\section*{Worked problem: power-law rheology of the soft glassy rheology model for a silicone oil-in-water emulsion}

\subsection*{Statement}

Two surfactant-stabilised emulsions of silicone oil in water are described by the soft glassy rheology (SGR) model of Sollich, Lequeux, H\'ebraud and Cates (1997), which adds strain to Bouchaud's trap model (1992).

\textbf{Model.} The material is a set of mesoscopic elements. Each has a local shear strain $l$, an elastic energy $\tfrac12 k l^2$ and a yield energy $E$. Between yields $\dot l=\dot\gamma$, the imposed shear rate. An element yields at the rate
\begin{equation}
 r(E,l)=\nu_0\exp\!\left[-\frac{E-\tfrac12 k l^2}{xE_0}\right], \label{eq:rate}
\end{equation}
after which $l=0$ and a new $E\ge0$ is drawn from the trap density $\rho(E)=E_0^{-1}e^{-E/E_0}$. The shear stress is $\sigma=G_0\langle l\rangle$, with $G_0=k/V$ for an element of volume $V$. The number $x$ is the noise temperature in units of $E_0$. The strain unit is $l_c=\sqrt{E_0/k}$.

\textbf{Data.} All values are assumed model inputs. Drop radius $a=1.0\ \mu$m, interfacial tension $\Sigma=10$ mN/m (typical with an ionic surfactant), $T=298$ K, $\nu_0=100\ \mathrm{s^{-1}}$ and $l_c=0.10$ for both samples.
\begin{center}
\begin{tabular}{lccc}
 sample & oil volume fraction (label only) & $G_0$ (Pa) & $x$\\ \hline
 A, near the onset of rigidity & 0.64 & 200 & 5/4\\
 B, compressed & 0.75 & 1000 & 1/2
\end{tabular}
\end{center}

\textbf{Find.}
(a) $E_0/k_BT$ for A if an element is one drop.
(b) The equilibrium distribution of lifetimes of A, its median, the mean yield rate, and the fraction of elements with lifetime above one hour.
(c) $G'$, $G''$ and $G''/G'$ of A at $\omega=0.1$, 1 and 10 rad/s, the departure from the pure power law, and the shift left after one hour of rest.
(d) The steady stress of A at $\dot\gamma=10^{-3}$, $10^{-2}$, $10^{-1}$ and $1\ \mathrm{s^{-1}}$, and a test of the Cox--Merz rule.
(e) For B, the yield rate after one hour of rest, the yield stress, and the flow curve at the same rates.

\textbf{Conventions.} Oscillatory strain $\propto e^{i\omega t}$, $G^*=G'+iG''$, $i^{p}=e^{i\pi p/2}$. $\Gamma(x)$ is the gamma function, $\gamma(x,Z)$ and $\Gamma(x,Z)$ are the lower and upper incomplete gamma functions. Reduced variables: $\Omega=\omega/\nu_0$, $\theta=\nu_0\tau$, $\lambda=l/l_c$, $g=\dot\gamma/(\nu_0l_c)$, with $\nu_0l_c=10\ \mathrm{s^{-1}}$. Intermediate values are carried unrounded.

\subsection*{(a) Scales}

The Laplace scale is $\Sigma/a=10$ kPa. With $V=\tfrac43\pi a^3=4.19\ \mu\mathrm{m}^3$,
\begin{equation}
 E_0=G_0Vl_c^2=(200\ \mathrm{Pa})(4.19\times10^{-18}\ \mathrm{m^3})(0.10)^2=8.4\times10^{-18}\ \mathrm{J},\qquad \frac{E_0}{k_BT}=2.0\times10^{3}.
\end{equation}
An element of several drops gives a larger ratio. The noise energy $xE_0$ therefore cannot be thermal. In the model it stands for mechanical kicks from rearrangements elsewhere, and $x$ is an input, taken independent of $\dot\gamma$.

\subsection*{(b) Lifetimes at rest}

At rest $l=0$, and a trap has mean lifetime $\tau=\nu_0^{-1}e^{E/xE_0}$, so $E=xE_0\ln\theta$ with $\theta\ge1$. Two distributions must be kept apart. For a freshly drawn trap, $\rho\,dE=\psi\,d\theta$ gives
\begin{equation}
 \psi(\theta)=x\,\theta^{-x-1},\qquad \langle\theta\rangle_\psi=\frac{x}{x-1}\quad(x>1).
\end{equation}
In a steady state the inflow $Y\psi(\theta)$, with $Y$ the total yield rate per element, balances the outflow $\nu_0P(\theta)/\theta$. Hence $P\propto\theta\psi$:
\begin{equation}
 P_{\rm eq}(\theta)=(x-1)\,\theta^{-x},\qquad Y_{\rm eq}=\nu_0\frac{x-1}{x}. \label{eq:peq}
\end{equation}
This is normalisable only for $x>1$. For $x\le1$ there is no steady state at rest. The mean $\langle\tau\rangle_{\rm eq}$, and with it the zero-shear viscosity $G_0\langle\tau\rangle_{\rm eq}$, is finite only for $x>2$.

Sample A. The fraction above $\theta$ is $\theta^{1-x}$.
\begin{align}
 \tau_{\rm med}&=2^{1/(x-1)}/\nu_0=2^4/(100\ \mathrm{s^{-1}})=0.16\ \mathrm{s},\\
 Y_{\rm eq}&=(100\ \mathrm{s^{-1}})/5=20\ \mathrm{s^{-1}},\\
 f(\tau>3600\ \mathrm{s})&=(3.6\times10^5)^{-1/4}=0.041 .
\end{align}
These slow elements sit in traps deeper than $xE_0\ln(3.6\times10^5)=16.0\,E_0$.

\subsection*{(c) Linear viscoelasticity of A}

\textbf{Why a power law.} The strain enters Eq.~\eqref{eq:rate} at order $\lambda^2/2x$, so for amplitudes well below $l_c$ the lifetimes are unchanged. After a step strain each element keeps its stress until it yields, and $G(t)=G_0\langle e^{-t/\tau}\rangle_{\rm eq}$. The material is a set of Maxwell elements:
\begin{equation}
 \frac{G^*}{G_0}=(x-1)\int_1^\infty\frac{i\Omega\theta}{1+i\Omega\theta}\,\theta^{-x}\,d\theta . \label{eq:gstar}
\end{equation}
For $1<x<2$ the integral converges when extended to $\theta=0$. Write $\int_1^\infty=\int_0^\infty-\int_0^1$. In the first part set $u=i\Omega\theta$ and rotate the path to the real axis, which does not cross the pole at $u=-1$:
\begin{equation}
 (x-1)(i\Omega)^{x-1}\!\int_0^\infty\!\frac{u^{1-x}}{1+u}\,du=\frac{(x-1)\pi}{\sin\pi(x-1)}(i\Omega)^{x-1}=\Gamma(x)\Gamma(2-x)(i\Omega)^{x-1}.
\end{equation}
The second part is a geometric series for $\Omega<1$. Together,
\begin{equation}
 \frac{G^*}{G_0}=\Gamma(x)\Gamma(2-x)(i\Omega)^{x-1}-(x-1)\sum_{n=0}^\infty\frac{(-1)^n(i\Omega)^{n+1}}{n+2-x}. \label{eq:series}
\end{equation}
For $\Omega\to0$ both moduli scale as $\omega^{x-1}$, and
\begin{equation}
 G''/G'\to\tan[\pi(x-1)/2].
\end{equation}
The first correction, $-i\Omega(x-1)/(2-x)$, lowers $G''$ by a relative amount of order $\Omega^{2-x}$. The first correction to $G'/G_0$ is $-\Omega^2(x-1)/(3-x)$.

\textbf{Numbers.} $\Gamma(5/4)\Gamma(3/4)=(\pi/4)/\sin(\pi/4)=1.1107$ and $\nu_0^{1/4}=3.162\ \mathrm{s^{-1/4}}$. The power-law terms are
\begin{align}
 |G^*|&=70.25\ \mathrm{Pa\,s^{1/4}}\,\omega^{1/4},\\
 G'&=|G^*|\cos(\pi/8)=64.90\ \mathrm{Pa\,s^{1/4}}\,\omega^{1/4},\\
 G''&=|G^*|\sin(\pi/8)=26.88\ \mathrm{Pa\,s^{1/4}}\,\omega^{1/4},
\end{align}
with $\tan(\pi/8)=0.414$. The series adds $-G_0\Omega/3+G_0\Omega^3/11-\dots$ to $G''$ and $-G_0\Omega^2/7+\dots$ to $G'$.
\begin{center}
\begin{tabular}{ccccc}
 $\omega$ (rad/s) & $G'$ (Pa) & $G''$ (Pa) & $G''$, power law (Pa) & $G''/G'$\\ \hline
 0.1 & 36.50 & 15.05 & 15.12 & 0.412\\
 1 & 64.90 & 26.22 & 26.88 & 0.404\\
 10 & 115.13 & 41.16 & 47.81 & 0.357
\end{tabular}
\end{center}
Inverting the tangent formula with the ratio at 10 rad/s returns $x=1+(2/\pi)\arctan 0.357=1.22$ in place of 5/4. The formula must be used at $\omega\ll\nu_0$.

\textbf{Finite rest time.} Equation~\eqref{eq:peq} is reached slowly. Let all elements be drawn afresh from $\rho$ at $t=0$, an idealised pre-shear, and measure time in units of $1/\nu_0$. The survival probability of a fresh element is
\begin{equation}
 S(Z)=\int_1^\infty\psi(\theta)\,e^{-Z/\theta}d\theta=xZ^{-x}\gamma(x,Z), \label{eq:S}
\end{equation}
with $Z=t$ at rest. Conservation of elements reads $1=S(t)+\int_0^tY(t')S(t-t')\,dt'$, so in Laplace space $\tilde Y=1/(s\tilde S)-1$. Here $\tilde S=\langle\theta/(1+s\theta)\rangle_\psi=\langle\theta\rangle_\psi[1-\langle s\theta/(1+s\theta)\rangle_{\rm eq}]$, and Eq.~\eqref{eq:series} with $i\Omega\to s$ gives $\tilde S\simeq\langle\theta\rangle_\psi[1-\Gamma(x)\Gamma(2-x)s^{x-1}]$. Since $s^{x-2}$ inverts to $t^{1-x}/\Gamma(2-x)$,
\begin{equation}
 Y(t)\simeq Y_{\rm eq}(1+\delta),\qquad \delta=\Gamma(x)(\nu_0t)^{1-x}.
\end{equation}
Traps with $\tau\ll t$ follow the current $Y$, so they are overpopulated by $1+\delta$. For $\omega t\gg1$ these traps fix $1-G^*/G_0=\langle1/(1+i\omega\tau)\rangle$, which is thus multiplied by $1+\delta$. With $\Gamma(5/4)=0.9064$ and $t=3600$ s, $\delta=0.037$. At 0.1 rad/s, $G''$ is higher by that fraction and $G'$ is lower by $\delta\,(G_0-G')\approx6$ Pa, or 17 per cent. This exceeds the series correction by far. The table holds for the equilibrated model, and its figures test Eq.~\eqref{eq:series} only.

\subsection*{Steady shear: general result for $0<x<2$, $x\neq1$}

An element born at $\lambda=0$ has $\lambda=g\nu_0t$ at age $t$. Integrating Eq.~\eqref{eq:rate} over its life gives the survival $e^{-Z/\theta}$ with an effective age
\begin{equation}
 Z=\frac{W(\lambda)}{g},\qquad W(\lambda)=\int_0^\lambda e^{\mu^2/2x}d\mu .
\end{equation}
Births occur at a constant rate, so the steady distribution of $\lambda$ is proportional to $S(Z)$ of Eq.~\eqref{eq:S}, and
\begin{equation}
 \frac{\sigma}{G_0l_c}=\frac ND,\qquad N=\int_0^\infty\!\lambda\,S\,d\lambda,\qquad D=\int_0^\infty\!S\,d\lambda . \label{eq:exact}
\end{equation}
Because $W$ grows faster than any power, $D$ is finite for all $x>0$: flow restores a steady state also for $x<1$.

For $g\ll1$ split $S=\Gamma(x+1)Z^{-x}-xZ^{-x}\Gamma(x,Z)$. The second piece is confined to $Z\lesssim1$, that is $\lambda\lesssim g$, where $W\simeq\lambda$. Exchanging the order of integration gives, for $x<n+1$,
\begin{equation}
 \int_0^\infty Z^{n-x}\,\Gamma(x,Z)\,dZ=\frac{n!}{n+1-x}. \label{eq:mom}
\end{equation}
Define
\begin{equation}
 A(x)=\int_0^\infty\!\lambda\,W^{-x}d\lambda,\qquad C(x)=\int_0^\infty\!\frac{\lambda}{x}\,e^{-\lambda^2/2x}\,W^{1-x}d\lambda .
\end{equation}

\emph{Numerator.} $A$ converges at $\lambda\to0$ for $x<2$. With $n=1$, $N\simeq\Gamma(x+1)Ag^x-xg^2/(2-x)$.

\emph{Denominator, $x<1$.} Use $d\lambda=e^{-\lambda^2/2x}dW$ and integrate by parts: $\int W^{-x}d\lambda=C/(1-x)$. With $n=0$, $D\simeq\Gamma(x+1)g^xC/(1-x)-xg/(1-x)$.

\emph{Denominator, $x>1$.} Write $D=g\int S\,dZ-\int S\,(1-e^{-\lambda^2/2x})\,dW$. The first term is $g\langle\theta\rangle_\psi=gx/(x-1)$. In the second the bracket vanishes as $\lambda^2$, so $S$ may be replaced by its power tail, and integration by parts gives $\Gamma(x+1)g^xC/(x-1)$. The expression for $D$ is the same as for $x<1$.

Therefore
\begin{equation}
 \frac{\sigma}{G_0l_c}\simeq(x-1)\,\frac{\Gamma(x)A\,g^{x-1}-g/(2-x)}{1-\Gamma(x)C\,g^{x-1}} . \label{eq:flow}
\end{equation}
The next terms follow from $e^{-\lambda^2/2x}\simeq1-W^2/2x$ and $\lambda e^{-\lambda^2/2x}\simeq W-2W^3/3x$ with $n=2,3$ in Eq.~\eqref{eq:mom}: $+g^3/(3-x)$ in $D$ and $+4g^4/(4-x)$ in $N$. Among the cases below the largest is 0.2 per cent of $D$, for A at $g=0.1$.

The two limits $g\to0$ of Eq.~\eqref{eq:flow} are
\begin{align}
 1<x<2:&\quad \sigma\to G_0l_c\,(x-1)\Gamma(x)A\,g^{x-1}, \label{eq:pl}\\
 x<1:&\quad \sigma\to\sigma_y\left[1+\frac{g^{1-x}}{\Gamma(x)C}\right],\qquad \sigma_y=G_0l_c\,(1-x)\frac AC . \label{eq:hb}
\end{align}
For $1<x<2$ most elements yield at $\lambda\sim g$, while the stress is carried by the few, a fraction of order $g^{x-1}$, that reach $\lambda\sim1$. For $x<1$ these form the majority and the stress stays finite. Since $C(1)=1$ and $A(1)$ is finite, $\sigma_y$ vanishes linearly in $1-x$.

Quadrature, with $W=\lambda\,{}_1F_1(\tfrac12;\tfrac32;\lambda^2/2x)$, gives
\begin{equation}
 A(\tfrac54)=2.103,\quad C(\tfrac54)=0.8916,\quad A(\tfrac12)=1.6121,\quad C(\tfrac12)=1.2785 .
\end{equation}

\subsection*{(d) Flow curve of A}

The stress unit is $G_0l_c=20$ Pa, and $(x-1)\Gamma(x)A=0.4765$. Equation~\eqref{eq:pl} becomes
\begin{equation}
 \sigma\to9.53\ \mathrm{Pa}\;g^{1/4}=K_A\dot\gamma^{1/4},\qquad K_A=\frac{9.53\ \mathrm{Pa}}{(10\ \mathrm{s^{-1}})^{1/4}}=5.36\ \mathrm{Pa\,s^{1/4}} .
\end{equation}
The main correction is the factor $1/(1-\epsilon_A)$ with $\epsilon_A=\Gamma(x)C\,g^{1/4}=0.808\,g^{1/4}$.
\begin{center}
\begin{tabular}{ccccc}
 $\dot\gamma$ (s$^{-1}$) & $g$ & $\epsilon_A$ & $K_A\dot\gamma^{1/4}$ (Pa) & $\sigma$, Eq.~\eqref{eq:flow} (Pa)\\ \hline
 $10^{-3}$ & $10^{-4}$ & 0.081 & 0.953 & 1.04\\
 $10^{-2}$ & $10^{-3}$ & 0.144 & 1.69 & 1.97\\
 $10^{-1}$ & $10^{-2}$ & 0.256 & 3.01 & 3.96\\
 $1$ & $10^{-1}$ & 0.454 & 5.36 & 8.6
\end{tabular}
\end{center}
The correction carries the same power of $g$ as the stress and dies slowly. The mean slope of $\log\sigma$ against $\log\dot\gamma$ between $10^{-3}$ and $10^{-1}\ \mathrm{s^{-1}}$ is $\tfrac12\log_{10}(3.96/1.04)=0.29$, against the limit $1/4$. The condition $\epsilon_A<0.05$ needs $g<(0.05/0.808)^4$, that is $\dot\gamma<1.5\times10^{-4}\ \mathrm{s^{-1}}$. A fit of the flow curve thus overestimates $x$, while the loss tangent at high frequency underestimates it.

\textbf{Cox--Merz rule.} The rule equates $\sigma(\dot\gamma)$ with $|G^*(\omega)|$ at $\omega=\dot\gamma$. The exponents agree, but in the power-law limit the ratio is
\begin{equation}
 \frac{\sigma}{|G^*|}=\frac{(x-1)A}{\Gamma(2-x)}\,l_c^{\,2-x}=\frac{5.36}{70.25}=0.076 .
\end{equation}
The steady viscosity lies a factor 13 below the complex viscosity. The factor $l_c^{2-x}$ shows the reason: flow cuts the lifetimes off at about $l_c/\dot\gamma$, and not at $1/\dot\gamma$. The regime $\sigma\propto\dot\gamma^{x-1}$ is nonlinear at every rate, however small.

\subsection*{(e) Sample B: ageing and yield stress}

\textbf{At rest.} For $x<1$ and $s\to0$,
\begin{equation}
 \tilde S=x\int_1^\infty\frac{\theta^{-x}d\theta}{1+s\theta}\simeq\frac{\pi x}{\sin\pi x}\,s^{x-1}=\Gamma(1+x)\Gamma(1-x)s^{x-1}.
\end{equation}
Then $\tilde Y\simeq s^{-x}/[\Gamma(1+x)\Gamma(1-x)]$, and $s^{-x}$ inverts to $t^{x-1}/\Gamma(x)$:
\begin{equation}
 Y(t)\simeq\frac{\nu_0\,(\nu_0t)^{x-1}}{\Gamma(x)\Gamma(1+x)\Gamma(1-x)} .
\end{equation}
For $x=\tfrac12$ the denominator is $\pi^{3/2}/2=2.784$. At $t=3600$ s, $(\nu_0t)^{1/2}=600$ and $Y=0.060\ \mathrm{s^{-1}}$. The rate halves whenever the age is multiplied by four and has no non-zero limit. Equation~\eqref{eq:gstar} does not apply, since $P_{\rm eq}$ does not exist.

\textbf{Under flow.} The stress unit is $G_0l_c=100$ Pa. From Eq.~\eqref{eq:hb},
\begin{equation}
 \frac{\sigma_y}{G_0l_c}=\frac12\cdot\frac{1.6121}{1.2785}=0.6305,\qquad \sigma_y=63\ \mathrm{Pa},\qquad \frac{\sigma_y}{G_0}=0.063 .
\end{equation}
With $\Gamma(\tfrac12)C=\sqrt\pi\,C=2.266$ the low-rate flow curve has the Herschel--Bulkley form
\begin{equation}
 \sigma=\sigma_y+K_B\dot\gamma^{1/2},\qquad K_B=\frac{\sigma_y}{2.266\,(10\ \mathrm{s^{-1}})^{1/2}}=8.80\ \mathrm{Pa\,s^{1/2}} .
\end{equation}
Multiplying numerator and denominator of Eq.~\eqref{eq:flow} by $-g^{1-x}/[\Gamma(x)C]$ gives
\begin{equation}
 \sigma\simeq\sigma_y\,\frac{1-g^{2-x}/[(2-x)\Gamma(x)A]}{1-\epsilon_B},\qquad \epsilon_B=\frac{g^{1-x}}{\Gamma(x)C}.
\end{equation}
Since $1/(1-\epsilon_B)-1=\epsilon_B/(1-\epsilon_B)$, the excess stress departs from $K_B\dot\gamma^{1/2}$ by the relative amount $\epsilon_B$ to leading order.
\begin{center}
\begin{tabular}{cccc}
 $\dot\gamma$ (s$^{-1}$) & $\epsilon_B$ & $K_B\dot\gamma^{1/2}$ (Pa) & $\sigma-\sigma_y$, Eq.~\eqref{eq:flow} (Pa)\\ \hline
 $10^{-3}$ & 0.0044 & 0.278 & 0.279\\
 $10^{-2}$ & 0.0140 & 0.880 & 0.892\\
 $10^{-1}$ & 0.0441 & 2.78 & 2.90\\
 $1$ & 0.140 & 8.80 & 9.7
\end{tabular}
\end{center}
The asymptote is far better here than for A, because $|x-1|$ is twice as large and the correction falls as $g^{1/2}$.

\subsection*{Status of the numbers}

All results are the model's, for the assumed inputs. For B the inputs were chosen to reproduce typical behaviour of a compressed emulsion of micron-sized drops: $G_0$ as a tenth of $\Sigma/a$, $l_c$ for a ratio of yield stress to modulus of several per cent, $x$ for a Herschel--Bulkley exponent near one half, and $\nu_0$ for a consistency of order $10\ \mathrm{Pa\,s^{1/2}}$. The values $\sigma_y=63$ Pa and $K_B=8.80\ \mathrm{Pa\,s^{1/2}}$ follow from these choices and test nothing about the material. The inputs of A are illustrative: its loss tangent near 0.4 is several times the value of order 0.1 typical of a well compressed emulsion, and the model has no viscous dissipation in the water films, so it understates $G''$ as $\omega$ approaches $\nu_0$, where such emulsions typically show a loss rising roughly as $\omega^{1/2}$. What the model fixes without adjustment are relations: one $x$ sets the lifetime tail $\tau^{-x}$, the exponent $x-1$ of $G'$, $G''$ and $\sigma$ together with the phase angle $\pi(x-1)/2$ for $1<x<2$, and the ageing exponent $x-1$ together with the flow exponent $1-x$ for $x<1$.